# Reading the Ag⁺ jump mechanism in AgCl from the Haven ratio

An impedance measurement counts how far charge moves. A SIMS isotope profile counts how far labelled atoms move. Their ratio depends on the jump mechanism, so it sets the factor needed to turn an ionic conductivity into a diffusivity, whether the ion is Ag⁺ in a conductive-bridge memory cell or O²⁻ in an oxide film. This tutorial derives the factor and then uses it backwards on AgCl, where Ag vacancies and Ag interstitials both carry current.

## Conventions

$$H_R=\frac{D^*}{D_\sigma},\qquad D_\sigma=\frac{\sigma k_BT}{Nq^2}$$

$D^*$ is the tracer diffusivity and $\sigma$ the conductivity due to the same ion. $N$ is the density of **all** ions of that species, not of the defects, and $q$ is the ionic charge. Defects are dilute, with fraction $c$ per Ag site, and each makes $\Gamma$ jumps per second.

A dilute defect jumps without memory, so the Nernst–Einstein relation holds for it: $\sigma=Nc\,q^2\Gamma d_q^2/(6k_BT)$, where $d_q$ is the step of the charge. Hence $D_\sigma=c\,\Gamma d_q^2/6$. If each event moves $p$ ions by $d$, the average ion jumps at the rate $pc\Gamma$ and $D^*=f\,pc\,\Gamma d^2/6$, with $f$ the tracer correlation factor. Therefore

$$H_R=p\,f\,\frac{d^2}{d_q^2}.$$

## Direct interstitials and vacancies

**Direct interstitial.** The ion is the defect, so $p=1$, $d=d_q$, $f=1$ and $H_R=1$.

**Vacancy.** Here $p=1$ and $d=d_q$, so $H_R=f_v$. Every tracer jump leaves the vacancy behind the tracer, so the correlation is handed on from jump to jump and $f_v=(1+\langle\cos\theta\rangle)/(1-\langle\cos\theta\rangle)$, with $\theta$ the angle between successive tracer jumps. Put the tracer at site $O$ and the vacancy on the neighbour in direction $\hat s$. Let $G(s,t)$ be the expected number of visits to site $t$ by a free walk that starts at $s$, the start included. With $z$ neighbours, $\langle\cos\theta\rangle=-z^{-1}\sum_t G(s,t)\,\hat s\cdot\hat t$, summed over the neighbours of $O$; arrivals at $O$ after the first average to zero by symmetry. In Fourier form, with $c_n=\cos k_n$, $g=(c_1c_2+c_2c_3+c_3c_1)/3$, $m=(c_1+c_2+c_3)/3$ and $\langle\cdot\rangle_k$ the average over $0<k_n<\pi$:

| sublattice | $\langle\cos\theta\rangle$ | value | $f_v$ |
|---|---|---|---|
| fcc | $-\tfrac16\langle\sin^2k_1\,(c_2+c_3)^2/(1-g)\rangle_k$ | $-0.12268$ | 0.7815 |
| simple cubic | $-\tfrac13\langle\sin^2k_1/(1-m)\rangle_k$ | $-0.20984$ | 0.6531 |

The first row applies to Ag in AgCl. The second applies to dilute oxygen vacancies in cubic fluorite oxides such as cubic ZrO₂ or HfO₂.

## Interstitialcy jumps in rock salt

The interstitial Ag⁺ sits at $(\tfrac14,\tfrac14,\tfrac14)a$, with four Ag neighbours at $d=\sqrt3a/4$. It takes the site of one neighbour and pushes that ion into another interstitial site, so $p=2$.

- **Collinear** (4 paths): the two ion steps are parallel and $d_q^2=4d^2$.
- **Non-collinear, forward** (12 paths): the cosine between the steps is $1/3$ and $d_q^2=a^2/2=\tfrac83d^2$.

Let $x$ be the fraction of events that are collinear. The mean cosine between the two steps is $\mu=(1+2x)/3$, and $\langle d_q^2\rangle=(8+4x)d^2/3$.

A tracer alternates between interstitial→lattice and lattice→interstitial jumps. Once interstitial, it picks among four neighbours whose direction vectors sum to zero, and its memory is erased. Only every second pair of jumps is correlated, so $f=1+\langle\cos\theta\rangle$, with $\theta$ the angle between entering a lattice site and leaving it.

Take the tracer at $O$ and the defect on the adjacent interstitial site in direction $\hat s$. By symmetry the mean direction of the *first* push through $O$ is $\chi\hat s$, and the summed direction of *all* pushes through $O$ by the free walk is $w\hat s$. After the first push the defect is again adjacent to $O$ and the count restarts, so $w=\chi(1+w)$. From an adjacent site $t$ the defect pushes through $O$ with probability $1/4$ and mean direction $-\mu\hat t$. Thus $w=-\mu S/4$, with $S=\sum_tG(s,t)\,\hat s\cdot\hat t$ over the eight sites around $O$. The tracer's entry direction has mean cosine $\mu$ with $\hat s$, so $\langle\cos\theta\rangle=\mu\chi$ and

$$f=1-\frac{\mu^2S}{4-\mu S},\qquad H_i(x)=\frac{3f}{4+2x}.$$

Label the eight sites by their offset from $s$ in units of $a/2$. The cosines are $1$ (one site), $1/3$ (three), $-1/3$ (three) and $-1$ (one), so $S=G_{000}+G_{100}-G_{110}-G_{111}$. One step of the walk gives $G_{000}=1+xG_{111}+(1-x)G_{110}$, hence

$$S=1+G_{100}-xG_{110}-(1-x)G_{111}.$$

For $x=1$ the walk stays on a diamond network that contains neither the 100 nor the 110 sites. For $x=0$ it stays on an fcc network without the 100 and 111 sites. Both limits have $S=1$:

| mechanism | $\mu$ | $f$ | $H_i$ |
|---|---|---|---|
| collinear | 1 | 2/3 | 1/3 |
| non-collinear | 1/3 | 32/33 | 8/11 = 0.727 |

For a mixture, the interstitial sites form two fcc sublattices. Non-collinear jumps stay on one (structure factor $g$), and collinear jumps switch (structure factor $C\pm i\sin k_1\sin k_2\sin k_3$, with $C=c_1c_2c_3$). Inverting the $2\times2$ matrix gives

$$S=1+x\left\langle\frac{Cm-Ag-(1-x)Q}{A^2-x^2Q}\right\rangle_k,\quad A=1-(1-x)g,\quad Q=C^2+\prod_n(1-c_n^2).$$

## Two defects in parallel

Encounters of a tracer with different dilute defects are independent, so diffusivities and conductivities add. With the mobility ratio $\phi=\mu_i/\mu_v$ and equal defect numbers in the pure crystal,

$$H_R=\frac{f_v+\phi H_i}{1+\phi}.$$

One Haven ratio cannot fix both $\phi$ and $H_i$. Doping supplies $\phi$. Each free Cd²⁺ on an Ag site adds one positive charge, so $c_v-c_i=y$, the free Cd fraction. Ideal Frenkel equilibrium gives $c_vc_i=c_0^2$. With $u=c_v/c_0$,

$$\frac{\sigma}{\sigma_0}=\frac{u+\phi/u}{1+\phi},\qquad y=c_0\left(u-\frac1u\right).$$

The minimum lies at $u=\sqrt\phi$ and has depth $r=\sigma_{\min}/\sigma_0=2\sqrt\phi/(1+\phi)$. The depth does not depend on the calibration of the Cd content.

## The data

These values were made for the exercise and rounded as data are. The temperature is 200 °C (473.15 K), and the uncertainties are independent standard uncertainties.

| quantity | value |
|---|---|
| $\sigma_0$, pure crystal | $6.20\times10^{-5}$ S/cm ± 1 % |
| $D^*$ of Ag, pure crystal | $3.28\times10^{-10}$ cm²/s ± 3 % |
| $\sigma_{\min}$, Cd series | $4.62\times10^{-5}$ S/cm ± 1 % |
| Cd content at the minimum | 5 ± 1.5 ppm of Ag sites |

The model assigns all current to Ag⁺ defects and takes the pure crystal as intrinsic. The measured lattice constant is 5.546 Å (compiled by Jana 2018, temperature not stated). An assumed typical linear expansion of 0.6 % up to 200 °C gives $a=5.58$ Å and $N=4/a^3=2.30\times10^{22}$ cm⁻³, to which we assign ± 1 %. The unknowns are $\phi$, $H_i$, $x$, $c_0$ and the two mobilities.

## Inversion

**1. Haven ratio.** $D_\sigma=\sigma_0k_BT/(Ne^2)=6.86\times10^{-10}$ cm²/s, so $H_R=3.28/6.86=0.478$. Vacancies, direct jumps and non-collinear jumps all have $H>0.72$, so collinear jumps must be present.

**2. Mobility ratio.** $r=4.62/6.20=0.745$ and $\sqrt\phi=(1\pm\sqrt{1-r^2})/r$ give $\phi=5.0$ or $0.20$. Cd doping reaches only $u>1$, so a minimum can appear only if $\phi>1$. Hence $\phi=5.0$, and vacancies carry $1/(1+\phi)=17\ \%$ of the current in the pure crystal.

**3. Interstitial Haven ratio.** $H_i=[(1+\phi)H_R-f_v]/\phi=(6.0\times0.478-0.7815)/5.0=0.417$.

**4. Collinear fraction.** A first pass with $S=1$ gives $x=0.77$. Evaluate $S$ at the nearby round value $x=0.8$. Midpoint meshes with 3 and 4 points per axis give 0.939 and 0.942, so $S=0.94$. Solving again gives $x=0.80$, which is self-consistent, with $f=0.78$. The rate per collinear path over the rate per non-collinear path is $(x/4)/[(1-x)/12]=3x/(1-x)=12$.

**5. Defect density and mobilities.** $c_0=y_{\min}/(\sqrt\phi-1/\sqrt\phi)=2.8\pm0.8$ ppm, or $n_0=Nc_0=6.4\times10^{16}$ cm⁻³. Then $\mu_v=\sigma_0/[n_0e(1+\phi)]=1.0\times10^{-3}$ and $\mu_i=\phi\mu_v=5.0\times10^{-3}$ cm²/(V s), each with the 30 % uncertainty of $y_{\min}$.

## How errors carry through

Three derivatives are needed:

$$\frac{\partial H_i}{\partial\ln H_R}=\frac{(1+\phi)H_R}{\phi}=0.574,\quad\frac{\partial H_i}{\partial\ln\phi}=\frac{f_v-H_R}{\phi}=0.0607,\quad\frac{d\ln\phi}{d\ln r}=-\frac{2(\phi+1)}{\phi-1}=-3.0 .$$

The last two combine to $\partial H_i/\partial\ln r=-0.182$. Note that $\sigma_0$ divides both $H_R$ and $r$, so its two effects partly cancel.

| input | $\partial H_i/\partial\ln(\text{input})$ | contribution to $\delta H_i$ |
|---|---|---|
| $D^*$ (3 %) | $+0.574$ | 0.0172 |
| $N$ (1 %) | $+0.574$ | 0.0057 |
| $\sigma_0$ (1 %) | $-0.392$ | 0.0039 |
| $\sigma_{\min}$ (1 %) | $-0.182$ | 0.0018 |

In quadrature $H_i=0.417\pm0.019$. The slope $dH_i/dx$, with the variation of $S$ included, is about $-0.4$, so $x=0.80\pm0.05$. The per-path rate ratio then lies between 9 and 17. The two conductivities give $\phi=5.0\pm0.2$. The tracer profile dominates the budget, so effort spent on the depth calibration pays more than effort spent on the impedance fit. The method degrades as $\phi\to1$, where $d\ln\phi/d\ln r$ diverges.

## Uniqueness

Within the model the solution is unique. The existence of the minimum selects the root for $\phi$, and $H_i(x)$ falls monotonically from 8/11 to 1/3. A value of $H_i$ outside that window would reject the model.

The model itself is not singled out. Collinear jumps plus direct jumps fit equally well. Holding the collinear $f$ at 2/3 as a rough step, a share $\eta$ of the interstitial current carried by direct jumps obeys $(1-\eta)/3+\eta=0.417$, so $\eta\approx0.13$. Backward non-collinear paths would add a further unknown. What the data do establish is that collinear jumps dominate. The identity of the minority path needs other evidence, such as computed barriers compared with the temperature dependence of $H_i$.

## Size of the neglected interactions

**Coulomb screening.** The measured static dielectric constant is 11.15 (300 K, compiled by Rakita 2019), used here at 200 °C. The Bjerrum length is $\ell_B=e^2/(4\pi\varepsilon_0\varepsilon_rk_BT)=3.2$ nm. The Debye length in the pure crystal is $\kappa^{-1}=(8\pi\ell_Bn_0)^{-1/2}=14$ nm, so $\ell_B\kappa=0.23$. At the minimum the density of charged species is $c_v+c_i+y=2\sqrt\phi\,c_0$, so $\kappa$ grows by $\phi^{1/4}$ and $\ell_B\kappa=0.34$. Two limiting-law estimates follow.

- *Relaxation drag* (Onsager, 1:1 electrolyte) lowers the drift mobility by the fraction $\ell_B\kappa/[3(2+\sqrt2)]$, which is 2.2 % in the pure crystal. Tracer correlation is settled mostly within a few jumps, far inside $\kappa^{-1}$, so we leave $D^*$ unchanged. The $H_R$ that the geometric formulas describe is 2.2 % below the observed one, which shifts $H_i$ by $-0.013$.
- *Activity coefficients* (Debye–Hückel, $\ln\gamma=-\ell_B\kappa/2$) raise $\ln\sqrt{c_vc_i}$ at the minimum by $(0.34-0.23)/2=0.055$. The extra drag there, estimated with the same coefficient, takes back 0.011. The ideal $\ln r$ is thus 0.044 lower than observed, which moves $\phi$ to about 5.7 and $H_i$ by $+0.008$.

The shift of $\phi$ exceeds its random uncertainty several times over, so $\phi$ must be quoted with this correction. In $H_i$ the two terms nearly cancel. The net $-0.005$ moves $x$ by $+0.01$, inside the error bar. Ignoring $S\neq1$ would have cost more, 0.03 in $x$.

**Cd–vacancy pairs.** With a typical binding energy of 0.3 eV, 12 pair orientations, no binding entropy and $c_v=\sqrt\phi\,c_0=6.3$ ppm, the paired-to-free ratio is $12\,c_v\,e^{0.3\,\mathrm{eV}/k_BT}=0.12$. About 11 % of the Cd is inactive, and $c_0$ is overestimated by that much. The depth $r$ is untouched within ideal mass action, and $D^*$ comes from the undoped crystal.

## Result

The model returns $\phi\approx5.7$ (5.0 before screening corrections), $H_i\approx0.41\pm0.02$, a collinear fraction $x\approx0.8$ with an uncertainty of 0.05, and $c_0\approx3$ ppm. These are the model's numbers for invented data, not properties of AgCl. The data were chosen so that $H_R$ falls near the value of about 0.5 that is typical of intrinsic AgCl. An engineer who took $D_\sigma$ as the tracer diffusivity of this crystal would be high by the factor $1/0.478=2.1$.